Tetragonal HfO2 (P4_2/nmc, 6-atom cell) relaxed under hydrostatic pressure with its symmetry kept. Ansatz 0.2.0, PBE, plane-wave PAW, scalar-relativistic, no spin polarisation, 420 eV cutoff, 0.02 eV Gaussian smearing, Γ-centred k meshes. Changes are relative to the cell relaxed at zero pressure (a = 3.604, c = 5.264 Å); band gaps are taken on the k mesh.

| applied pressure (GPa) | k mesh | volume change (%) | a change (%) | c change (%) | band gap (eV) |
| --- | --- | --- | --- | --- | --- |
| -2 | 6×6×4 | 1.29 | 0.30 | 0.68 | 4.672 |
| 2 | 6×6×4 | -1.13 | -0.27 | -0.59 | 4.670 |
| 5 | 6×6×4 | -2.69 | -0.67 | -1.37 | 4.672 |
| 10 | 6×6×4 | -4.96 | -1.27 | -2.49 | 4.618 |
| 20 | 6×6×4 | -8.69 | -2.33 | -4.28 | 4.535 |
| 40 | 8×8×6 | -14.25 | -4.09 | -6.79 | 4.348 |

From −2 to 5 GPa the volume shrinks by about 4 %, yet the band gap stays at 4.67 eV. Beyond that it falls at every step, down to 4.35 eV at 40 GPa. A single pair of band edges that responds evenly to compression would give one slope throughout. The flat start followed by a fall suggests instead that the states bounding the gap change on the way.

The same calculations show which states these are. The lowest empty state is at Γ, the centre of the Brillouin zone, in every row. The highest filled state lies at Z (0, 0, ½) up to 5 GPa, at A (½, ½, ½) at 10 and 20 GPa, and at M (½, ½, 0) at 40 GPa. These are the highest points on the mesh of k points, and the true maximum may lie somewhat off them.

So there are at least three gaps to follow, all ending on the same empty state but starting from different filled ones. The band gap is the smallest of them at each pressure. If each changed along a straight line, the smallest could bend only downwards, because a new starting point takes over only if its gap is falling relative to that of the old one. A flat stretch followed by a fall is the natural outcome when the first gap happens to be insensitive to pressure.

Gallium arsenide is a simpler case of the same kind. Under pressure its conduction minimum moves from Γ to near X, and a gap that had been rising begins to fall. In HfO₂ it is the valence maximum that moves, and the orbitals differ, so the analogy covers the kink and not the slopes.

**From −2 to 5 GPa** the gap starts from Z, and its values agree within 2 meV, too little to interpret. The filled state at Z and the empty state at Γ must therefore shift together. A plausible but untested reason is a cancellation. Closer atoms broaden the oxygen 2p band, which raises its top, and also push up the empty hafnium 5d states, which the filled shells of the oxygen ions repel.

**At 10 GPa** the gap has dropped by 54 meV, and A has taken over. At 5 GPa the gap from A can't have been smaller than the one from Z, or A would already have been the valence maximum. The A gap must therefore have fallen by at least those 54 meV between the two rows. The first drop thus marks the arrival of a state that was already sensitive to compression, and needs no sudden change in the crystal.

**From 10 to 20 GPa** the filled state stays at A, so these two rows measure one and the same gap. It falls by 83 meV while the volume change goes from −4.96 to −8.69 %, which is about 22 meV for each per cent of volume. A straight line through these two rows is the simple model for A. It reproduces both of them by construction, so only the other rows can test it.

Carried back to 5 GPa, the line covers 4.96 − 2.69 = 2.27 % of volume. The A gap there should be larger by 2.27 × 22 ≈ 50 meV, which gives 4.618 + 0.050 ≈ 4.67 eV, practically the Z gap. The takeover thus lies between 5 and 10 GPa, probably near the lower end. Taken to the last meV, the line puts the A gap a few meV below the Z gap at 5 GPa, where it can't be, but a miss this small says nothing about the shape of the real curve.

**At 40 GPa** the same line gives 4.41 eV, but the calculation finds 4.35 eV, with M as the valence maximum. At 20 GPa the gap from M was at least as large as the one from A, so it has since fallen by 187 meV or more. That is at least 34 meV for each per cent of volume, half as much again as A showed in the previous stretch. The contrast depends on the scale: per GPa the rates are about 9 and 8 meV, and the line for A drawn in pressure gives 4.369 eV, close to the computed gap. This row has a denser k mesh, but both meshes contain Z, A and M, so the change of mesh doesn't create the switch.

Why M should take over can be argued from the shape of the cell. The tetragonal crystal is a distorted cubic fluorite, and the ratio c/(√2a), with a and c the cell lengths, would be 1 in the cubic form. Because c shrinks more than a, this ratio falls from 1.037 at −2 GPa to 1.004 at 40 GPa. The crystal is heading for the cubic shape, though its space group is still the tetragonal one.

The cubic form is known to have a smaller gap in this functional, with its valence maximum at the point X. In the larger tetragonal cell, the X points of the cubic zone appear at Γ and M. A nearly cubic crystal should therefore have its highest filled states at these two points, and a valence maximum at M fits that. So does the smallest direct gap on the mesh. It widens slowly from 4.733 eV at −2 GPa to 4.771 eV at 20 GPa, then drops by 356 meV to 4.415 eV at 40 GPa, only 0.067 eV above the gap from M. Its k point isn't listed and the mesh of that row is denser, but if it lies at Γ, a filled state there has risen almost level with the one at M. The tetragonal form differs by shifts of the oxygen atoms along c, which let filled oxygen and empty hafnium states mix and push each other apart. If pressure reduces these shifts, as the cell shape suggests, that push weakens. The oxygen positions were not examined here, and the argument can hold only for the states that come from X: most of the fall in the ratio is over by 20 GPa, and up to there the direct gap widens.

One straight line in volume through all six rows tests the simplest alternative. It misses the computed gaps by a root-mean-square 34 meV, about a tenth of the fall from 5 to 40 GPa, and it can't produce the flat start. Six gap values alone wouldn't exclude a single curved line; the evidence for the switches is the changing k point of the valence maximum. The printed output gives this fit beside the line for A.

Compression up to 5 GPa, or 2.69 % in volume, leaves the computed gap unchanged, and even 40 GPa takes away only 7 % of its value at 5 GPa. The functional makes the gap itself too small, so its change under pressure is a safer guide than its value. The symmetry is also held fixed, whereas real HfO₂ would turn into other phases along this path.

What remains open is whether the valence maximum moves because the atoms come closer or because the cell becomes more nearly cubic. Under hydrostatic pressure the two go together, and the two rows with the maximum at A are too few to tell them apart. Changing c/a at constant volume, and separately the oxygen shifts in a fixed cell, would tell these causes apart. The answer matters for thin films, where a substrate strains the cell in two directions only and so changes its shape as well as its volume.

The analysis program printed:

```
Shape, direct gap and A line:
  row  axial ratio  direct gap eV  direct less indirect eV  A line in pressure eV  A line in volume eV  A line in axial ratio eV
   -2        1.037          4.733                    0.061                  4.718                4.757                     4.794
    2        1.029          4.736                    0.066                  4.684                4.703                     4.718
    5        1.026           4.74                    0.068                   4.66                4.669                     4.676
   10         1.02           4.75                    0.132                  4.618                4.618                     4.618
   20        1.012          4.771                    0.236                  4.535                4.535                     4.535
   40        1.004          4.415                    0.067                  4.369                4.411                     4.446
fit of band_gap on 6 rows: constant 4.696 +/- 0.024, coefficient of volume_change 0.02173 +/- 0.0033; rms 0.0342, worst -2 0.0521, leave-one-out rms 0.069
spread of the gap from -2 to 5 GPa in meV: 2
least fall of the A gap from 5 to 10 GPa in meV: 54
least fall of the A gap from 5 to 10 GPa in meV per percent of volume: 23.79
fall of the A gap from 10 to 20 GPa in meV: 83
fall of the A gap from 10 to 20 GPa in meV per percent of volume: 22.25
least fall of the M gap from 20 to 40 GPa in meV: 187
least fall of the M gap from 20 to 40 GPa in meV per percent of volume: 33.63
fall of the gap from 5 to 40 GPa in meV: 324
fall of the gap from 5 to 40 GPa in percent: 6.935
```
